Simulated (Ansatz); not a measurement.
**Ionic part of the dielectric constant of BP at 16 GPa, mode by mode**

Computed with DFT LDA, scalar-relativistic, plane waves, PAW (Ansatz 0.2.0). Settings: 420 eV plane-wave cutoff, Γ-centred 10×10×10 mesh, fixed occupations. No spin polarisation. Phonons by linear response, acoustic sum rule imposed.

Symmetry: F-43m, No. 216, cubic system. Conventional cell: a = 4.374 Å, b = 4.374 Å, c = 4.374 Å, α = 90.00°, β = 90.00°, γ = 90.00°. Around B (site symmetry -43m) lie 4 P at 1.89 Å. P (site symmetry -43m) is surrounded by 4 B at 1.89 Å.

The primitive cell has V = 20.92 Å³ and ε∞,yy = 9.166. Each polar mode adds Δε = (4.92064×10⁷/V)·S/ν² along y, with S its oscillator strength in e²/amu, ν in cm⁻¹ and V in Å³.

Problem. From these modes, find each Δε and ε0,yy.
| ν (cm⁻¹) | S_yy (e²/amu) |
| --- | --- |
| 887.8 | 0.1007 |

Solution.
```csv
ν (cm⁻¹),Δε
887.8,0.30
```

The sum is 0.301, so ε0,yy = 9.47; the run's tensor has 9.47.

Problem. Where do the longitudinal modes lie for a wave vector along y?

Solution. At 902 cm⁻¹. The Lyddane–Sachs–Teller product Π(ν_LO/ν_TO)² = 1.03 matches ε0/ε∞ = 1.03.

Cost: 1 run of about 0.27 core-minutes, on Intel Xeon Platinum 8488C (Sapphire Rapids) (shared hosts).

The static dielectric response of compressed BP is almost entirely electronic: the lattice adds only 0.30 to an ε∞ of 9.166. Boron and phosphorus differ little in electronegativity, so the bond is strongly covalent and the optical displacement carries little dipole, while the short, stiff bonds resist that displacement in a static field. The light boron atom helps push the mode up to 887.8 cm⁻¹, but it does not itself make the ionic term small, because the reduced mass cancels between oscillator strength and squared frequency. What remains is the squared effective charge over the force constant.

The same weak polarity, further screened by the large electronic response, keeps the longitudinal mode close by at 902 cm⁻¹. Cubic symmetry makes these conclusions independent of direction. Any error in the total constant probably lies mainly in the electronic part, which local functionals tend to overestimate. With a single pressure, the calculation doesn't show whether compression strengthens or weakens the bond's polarity.
